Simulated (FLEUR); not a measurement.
# MnPt (CuAu type): energy difference between parallel and antiparallel Mn order, and Mn moments, on a four-rung FLAPW ladder with PBEsol

The usual rule of thumb is that numerical errors cancel between two magnetic orders of one crystal, so that their energy difference can be had at modest settings. We put this to the test for MnPt, a metallic antiferromagnet used to pin magnetic layers in devices, where such differences feed models of exchange.

Basis, density cutoff, angular cutoffs and k-point mesh are raised together over four rungs. The energy difference is that of the antiparallel order less the parallel one, per Mn atom, so a negative value means that the antiparallel order lies lower. The finest rung, itself not proven converged, serves as the reference.

## Method

MnPt (CuAu type): the measured cell (COD), atoms held. First order: parallel (+); second order: antiparallel (+-, cell doubled at q=(1/2,1/2,0)). FLEUR MaX-R8.1, all-electron FLAPW in bulk geometry, scalar-relativistic valence, PBEsol, basis cutoff 2.34 to 4.14 1/bohr, density cutoff 9.4 to 16.6 1/bohr, Fermi-Dirac smearing of 0.03 eV, muffin-tin radii Mn 2.50, Pt 2.50 bohr. Local moments are those inside the muffin-tin spheres. Collinear spins without spin-orbit coupling. Times are core-seconds on shared hosts, rough to a factor of two. The same in all rows: Kohn-Sham band gap of the second order on its k-point mesh; set to zero under 0.1 eV or twice the smearing width (level spacings that a finite mesh gives in a metal), blank from there to 0.3 eV, where the mesh cannot tell: 0.00 eV.

Notes on method and selection:

- Each run ends in the state reached from its typed start, which may not be the lowest.
- The two orders are a test pair; neither need be the ground order.
- Only the last rungs approach convergence; none is proven converged.
- Rungs on which an order lost its pattern or the two orders differ in character are left out.
- Runs that did not converge, have known faults or may not be shown are not listed, and runs on Ansatz's PAW sets soft_1 and soft_2 are kept to separate tables.

Columns:

- rung: rung of the ladder; basis, density cutoff, angular cutoffs and the number of k-points rise together.
- mesh: k-point mesh of the first order.
- energy difference (meV): free energy of the second order less the first, per magnetic atom.
- moment, first order (μB): largest sphere moment in the first order.
- moment, second order (μB): largest sphere moment in the second order.
- cost (core-s): both runs together.

## The series

| member | rung | mesh | energy difference (meV) | moment, first order (μB) | moment, second order (μB) | cost (core-s) |
| --- | --- | --- | --- | --- | --- | --- |
| rung 1 | 1 | 4x4x4 | −267.19 | 3.903 | 3.798 | 74 |
| rung 2 | 2 | 6x6x6 | −363.23 | 3.792 | 3.765 | 120 |
| rung 3 | 3 | 10x10x10 | −350.72 | 3.810 | 3.749 | 470 |
| rung 4 | 4 | 12x12x12 | −360.43 | 3.794 | 3.750 | 1700 |

## Reading the trend

The antiparallel order lies lower on every rung. The difference moves by −96.04 meV from rung 1 to rung 2, then by +12.51 and −9.71 meV. Cancellation is thus incomplete on rung 1, and the later steps alternate in sign and shrink only slowly.

The sign has a familiar explanation, which these runs do not test separately. The majority d shell of Mn is nearly full. An electron can hop into empty d states of its own spin on an antiparallel neighbour, while on a parallel neighbour those states are mostly occupied. The hopping lowers the energy and mixes some opposite spin into each sphere, which agrees with the smaller Mn moment of the antiparallel order in every row.

The Mn moment of the parallel order moves with the energy difference. The simplest model of this rests on two assumptions.

1. The numerical error that survives in the difference sits in the parallel order. Between rungs 3 and 4 the parallel moment changes by 0.016 μB and the antiparallel one by only 0.001 μB, which favours this.
2. That error has a single strength x, and energy difference and moment both respond to it linearly.

With E the energy difference, m the parallel moment, and E₄ and m₄ their values on rung 4:

E = E₄ + a·x
m = m₄ + b·x

Eliminating x gives

E = E₄ + s·(m − m₄), with s = a/b.

The parameters are the anchor E₄ and the slope s, with m₄ read from the table. The moment is a marker of the error and not its cause: at self-consistency the energy is stationary against small changes of the density, so theory does not fix s. Nor does the model forecast a new rung, because the run that supplies m also supplies the energy. It tests whether one kind of error accounts for the changes.

## Testing the model

We fix the line on rungs 1 and 4.

Slope: (−267.19 + 360.43) / (3.903 − 3.794) = 93.24 / 0.109 = 855 meV/μB.

The other two rungs follow from their parallel moments.

- Rung 2: the shift from rung 4 is 855 × (3.792 − 3.794) = −1.71 meV, which gives −360.43 − 1.71 = −362.14 meV. The table has −363.23 meV, so the miss (table less line) is −363.23 + 362.14 = −1.09 meV.
- Rung 3: the shift from rung 4 is 855 × (3.810 − 3.794) = 13.68 meV, which gives −360.43 + 13.68 = −346.75 meV. The table has −350.72 meV, so the miss is −350.72 + 346.75 = −3.97 meV.

The line therefore reproduces the upward step at rung 3 and the return at rung 4.

For a stricter test, each rung is left out in turn and a least-squares line through the other three is used to estimate it. The misses for rungs 1 to 4 are about 22, 1, 4 and 3 meV, on average 7 meV. The plain mean of the other three rungs misses by about 91, 37, 20 and 33 meV, on average 45 meV.

Much of this advantage comes from rung 1, which lies far from the rest. With rung 1 set aside, a line through rungs 2 and 4 misses rung 3 by about 13 meV, while their mean misses it by 11 meV. The parallel moments of rungs 2 and 4 differ by little more than their rounding, so the slope of that line is poorly fixed. The relation thus describes the large error of the coarsest rung together with the small ones, but it is not established among the three finer rungs alone.

## Members off the line

The miss at rung 2 is comparable with the rounding of the moments, since 855 × 0.001 = 0.9 meV. The miss at rung 3, about −4 meV, is larger than that. Rungs 3 and 4 by themselves give a slope of 9.71 / 0.016 = 607 meV/μB, well below 855 meV/μB.

The assumption of a single error strength fails here. An incomplete basis and a coarse mesh need not change energy and moment in the same ratio, and their shares can differ from rung to rung. For the alternating steps the mesh is the likelier source, because in a metal the states near the Fermi level are sampled differently by each mesh.

The first assumption fails on rung 1. There the antiparallel moment is 3.798 − 3.750 = 0.048 μB above its rung 4 value, against 0.109 μB for the parallel order. Both orders are in error, and the fitted slope absorbs the part that belongs to the antiparallel one. The assumption is doubtful on rung 2 as well: there the antiparallel moment is off its rung 4 value by 3.765 − 3.750 = 0.015 μB, the parallel one by only 3.794 − 3.792 = 0.002 μB. On rung 1 the small basis is a plausible contributor: sphere radius times basis cutoff is 2.50 × 2.34 = 5.85 on rung 1 and 2.50 × 4.14 = 10.35 on rung 4.

## Cost

Rung 1 gives the sign for 74 core-seconds, but its energy difference is 93.24 meV away from that of rung 4. Rung 2, at 120 core-seconds, removes nearly all of this gap and is the sensible choice for screening.

Rung 4 costs 1700 / 120 = 14 times as much as rung 2 and changes the result by only 2.80 meV. That close agreement should not be taken as the error of rung 2, since rung 3 lies 12.51 meV above it. What the two dearer rungs buy is a realistic error bar. To narrow it, we would first refine the mesh alone at the rung 2 basis, which would show whether sampling causes the alternation without paying for a larger basis.

## Conclusions

The rule of thumb holds for the sign on all four rungs. For the size it holds only from rung 2 upward, where the values stay within 12.51 meV of one another. We would quote −360 meV per Mn atom with an uncertainty of at least 10 meV. This pair of orders reverses nearest neighbours within the Mn planes but keeps Mn atoms stacked directly along c parallel, so it carries no information on the coupling along that direction.

One omitted effect that could matter more than the numerical errors is extra on-site repulsion on Mn d. A few eV of it would typically raise the Mn moment by a few tenths of a μB, more than the spread of either moment column. It would probably also weaken the antiparallel preference, because hopping into the neighbour's empty states becomes costlier.

[On method and selection: Rungs on which an order lost its pattern, or whose Hubbard shells or moments differ strongly between the orders, are left out.]
